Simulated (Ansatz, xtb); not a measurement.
# C4H8SSi: which of two isomers lies lower

We compare I, `C=C/C=C(/[SiH3])S`, a singlet, with II, `[SiH3]/C=C\C=C/S`, a singlet. Both are isolated molecules in the gas phase, relaxed with PBE-D3(BJ)/def2-SVP; the shapes shown needn't be the lowest conformers.

I (Å):

```xyz
14

C    -0.7712    2.9275    1.6092
C    -0.7814    1.8530    0.7840
C    -0.1635    0.5790    1.0961
C    -0.0851   -0.5123    0.2713
S    -0.6685   -0.4334   -1.4080
Si    0.7879   -2.0933    0.7971
H    -1.2697    3.8688    1.3344
H    -0.2587    2.8940    2.5849
H    -1.2985    1.9279   -0.1898
H     0.2845    0.4849    2.1018
H     2.0775   -2.2724    0.0412
H     1.0641   -2.0522    2.2749
H    -0.0951   -3.2716    0.4718
H    -0.8164   -1.7777   -1.5820
```

II (Å):

```xyz
14

C     0.0738    1.6310    0.0902
C     0.5867    0.3866    0.3168
C    -0.0843   -0.6909    1.0108
C     0.4305   -1.9331    1.2382
S     2.0309   -2.4593    0.7204
Si   -1.6222    2.2389    0.6241
H    -1.7366    2.3464    2.1247
H    -1.8632    3.6016    0.0354
H    -2.7225    1.3169    0.1622
H     0.7153    2.3465   -0.4535
H     1.6052    0.1622   -0.0549
H    -1.1021   -0.5046    1.3944
H    -0.1655   -2.6838    1.7784
H     1.9343   -3.7172    1.2274
```

Quicker runs give these differences E(II) − E(I): GFN2-xTB +0.9 kcal/mol; HF/STO-3G −0.7 kcal/mol (at GFN2-xTB geometries); r2SCAN-D4/def2-SVP +1.2 kcal/mol (at GFN2-xTB geometries).

Question: Which of the two would you expect CCSD(T)/def2-SVP + ΔMP2/def2-TZVPP electronic energies to favour?

Answer: Structure I; the calculation gives E(II) − E(I) = +2.7 kcal/mol.

The same difference at several levels:

```json
{"level": "GFN2-xTB", "geometry": "GFN2-xTB", "E(II) − E(I) (kcal/mol)": "+0.9", "departure from the last row (kcal/mol)": "−1.7", "job, with rough time for the two": "optimisation, 0.85 s"}
{"level": "HF/STO-3G", "geometry": "GFN2-xTB", "E(II) − E(I) (kcal/mol)": "−0.7", "departure from the last row (kcal/mol)": "−3.3", "job, with rough time for the two": "single point, 1.4 s"}
{"level": "r2SCAN-D4/def2-SVP", "geometry": "GFN2-xTB", "E(II) − E(I) (kcal/mol)": "+1.2", "departure from the last row (kcal/mol)": "−1.4", "job, with rough time for the two": "single point, 12 s"}
{"level": "PBE-D3(BJ)/def2-SVP", "geometry": "PBE-D3(BJ)/def2-SVP", "E(II) − E(I) (kcal/mol)": "+1.3", "departure from the last row (kcal/mol)": "−1.4", "job, with rough time for the two": "optimisation, 2.3 min"}
{"level": "HF/def2-SVP", "geometry": "PBE-D3(BJ)/def2-SVP", "E(II) − E(I) (kcal/mol)": "+1.7", "departure from the last row (kcal/mol)": "−1.0", "job, with rough time for the two": "part of the CCSD(T) run"}
{"level": "MP2/def2-SVP", "geometry": "PBE-D3(BJ)/def2-SVP", "E(II) − E(I) (kcal/mol)": "+2.7", "departure from the last row (kcal/mol)": "0.0", "job, with rough time for the two": "part of the CCSD(T) run"}
{"level": "CCSD(T)/def2-SVP", "geometry": "PBE-D3(BJ)/def2-SVP", "E(II) − E(I) (kcal/mol)": "+2.4", "departure from the last row (kcal/mol)": "−0.2", "job, with rough time for the two": "single point"}
{"level": "CCSD(T)/def2-SVP + ΔMP2/def2-TZVPP", "geometry": "PBE-D3(BJ)/def2-SVP", "E(II) − E(I) (kcal/mol)": "+2.7", "departure from the last row (kcal/mol)": "", "job, with rough time for the two": "single point, 3 min"}
```

As drawn, both hold the same kinds of bond in the same numbers.

HF/STO-3G puts the two in the other order. The largest departure from CCSD(T)/def2-SVP + ΔMP2/def2-TZVPP is that of HF/STO-3G, 3.3 kcal/mol. The last row adds to CCSD(T) the change of the MP2 difference between the two basis sets, here +0.2 kcal/mol.

With thermal terms from frequencies at re-optimised GFN2-xTB minima (ideal gas, soft modes damped towards free rotors, one conformer each, 298.15 K, 1 atm): on the last row, ΔE + ΔZPE = +2.8, ΔH = +2.6, ΔG = +2.7 kcal/mol.

The correlated steps freeze 14 core orbitals. Run with Ansatz 0.2.0, xtb 6.7.1; the last row on 2 threads of AMD EPYC (Zen 3) on a shared host.

Isomer I is favoured modestly, and the preference is essentially electronic, since the thermal terms barely alter it. Both molecules keep an s-trans diene, so the difference lies in where the silyl and thiol groups sit. In I they share a terminal carbon, with silyl trans to the vinyl group; in II they occupy opposite ends, each cis to the rest of the chain. Less crowding around the bulky silyl group and a favourable interaction between electropositive silicon and the neighbouring sulfur probably outweigh any donor–acceptor conjugation through the diene in II.

Hartree–Fock already favours I in the split-valence basis, and correlation only widens the gap. The reversed order with STO-3G therefore probably reflects the minimal basis, which describes polarisation around sulfur and silicon poorly, rather than missing correlation. Because position and double-bond geometry change together, the result doesn't establish a general preference for placing silyl and thiol on the same carbon; the E isomers of II could order differently.
